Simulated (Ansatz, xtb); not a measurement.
Two isomers of C4H10OSi

Structure X: `CC(C)([SiH3])C=O`, a singlet. Structure Y: `C[C@@H]([SiH3])CC=O`, a singlet. Both are isolated molecules in the gas phase, relaxed with PBE-D3(BJ)/def2-SVP; each stands in its lowest conformer found.

X (Å):

```tsv
atom	x (Å)	y (Å)	z (Å)
C	-0.7944	0.5132	-0.4527
C	0.6239	0.1326	-0.8986
C	1.5776	1.3412	-0.9787
C	1.2090	-0.9430	-0.0096
O	0.5773	-1.6362	0.7656
Si	0.5321	-0.6702	-2.6582
H	-1.2775	1.2061	-1.1705
H	-0.7605	1.0168	0.5367
H	-1.4297	-0.3860	-0.3374
H	1.6214	1.8667	-0.0010
H	1.2374	2.0754	-1.7365
H	2.6117	1.0370	-1.2440
H	0.0476	0.3894	-3.6106
H	-0.4225	-1.8299	-2.6531
H	1.8940	-1.1383	-3.0945
H	2.3294	-1.0823	-0.1345
```

Y (Å):

```xyz
16

C    -1.2424    0.2184    0.1432
C     0.1854   -0.0166   -0.3727
C     1.2332    0.1667    0.7314
C     2.5811   -0.4587    0.4492
O     2.8407   -1.1370   -0.5246
Si    0.5303    1.0947   -1.8910
H    -1.9993    0.0549   -0.6509
H    -1.4865   -0.4698    0.9811
H    -1.3760    1.2550    0.5186
H     0.2780   -1.0612   -0.7439
H    -0.4101    0.7257   -3.0072
H     0.2673    2.5300   -1.5045
H     1.9467    0.9877   -2.3787
H     0.8882   -0.2961    1.6900
H     1.3979    1.2360    1.0045
H     3.3614   -0.2665    1.2491
```

Energies in hartree; the thermal terms are from GFN2-xTB frequencies at re-optimised GFN2-xTB minima (ideal gas, soft modes damped towards free rotors, one conformer each, 298.15 K, 1 atm) and include the zero-point energy:

|  | X | Y |
| --- | --- | --- |
| E, CCSD(T)/def2-SVP | −521.760180 | −521.755874 |
| E, MP2/def2-SVP | −521.661622 | −521.656166 |
| E, MP2/def2-TZVPP | −522.220741 | −522.214600 |
| zero-point energy | 0.124528 | 0.124685 |
| H(298 K) − E | 0.134425 | 0.134345 |
| G(298 K) − E | 0.091839 | 0.091589 |

**Question.** Correct the CCSD(T) difference for the basis set by the MP2 change, then work out ΔE, ΔE₀, ΔH and ΔG for X → Y in kcal/mol (1 Eh = 627.51 kcal/mol) and the equilibrium ratio [Y]/[X].

**Answer.** 1. Differences Y − X: CCSD(T) +0.004306, MP2 in the small set +0.005456, MP2 in the large set +0.006141 Eh.
2. ΔE = +0.004306 + (+0.006141 − (+0.005456)) = +0.004991 Eh = +3.13 kcal/mol.
3. ΔE₀ = ΔE + ΔZPE = +0.004991 + (+0.000157) Eh = +3.23 kcal/mol.
4. ΔH = ΔE + (−0.000080) Eh = +3.08 kcal/mol.
5. ΔG = ΔE + (−0.000250) Eh = +2.98 kcal/mol, so ΔS = (ΔH − ΔG)/T = +1.5 J/(mol K).
6. kT = 0.9442 mEh, so K = [Y]/[X] = exp(−ΔG/kT) = exp(−5.02) ≈ 0.0066.

Structure X is favoured at this temperature. An error of 1 kcal/mol in ΔG would change K by a factor of 5.4. HF/STO-3G gave ΔE the other sign. Mirror images and further conformers aren't counted.

As drawn, both hold the same kinds of bond in the same numbers. Structure X has 2 methyl groups, Y 1.

Other levels gave ΔE = +4.6 (GFN2-xTB); −0.9 (HF/STO-3G, GFN2-xTB geometries); +3.0 (r2SCAN-D4/def2-SVP, GFN2-xTB geometries); +2.6 (PBE-D3(BJ)/def2-SVP); +0.5 (HF/def2-SVP); +3.4 (MP2/def2-SVP); +2.7 (CCSD(T)/def2-SVP) kcal/mol. The correlated steps freeze 10 core orbitals. Programs: Ansatz 0.2.0, xtb 6.7.1.

The preference for X is almost entirely electronic, as the thermal and entropic terms nearly cancel between the isomers. Most of it comes from electron correlation: Hartree–Fock in the def2-SVP basis leaves the two almost level at +0.5 kcal/mol, whereas CCSD(T) in the same basis gives +2.7. This fits the usual stabilisation of branched skeletons, where the quaternary carbon of X brings more groups into close 1,3-contact and so gains medium-range correlation energy that offsets the crowding.

The position of silicon probably helps too. In X the C–Si bond is alpha to the carbonyl and stands roughly perpendicular to its plane, so this high-lying, polarisable σ bond can donate into the C=O π* orbital. In Y an extra CH2 group removes that direct overlap. The energies alone don't separate this hyperconjugation from the branching effect. Nor does the preference for X make it the thermodynamic sink of this composition, since α-silyl carbonyl compounds can rearrange by silyl migration to oxygen, giving silyl enol ethers with a strong Si–O bond.
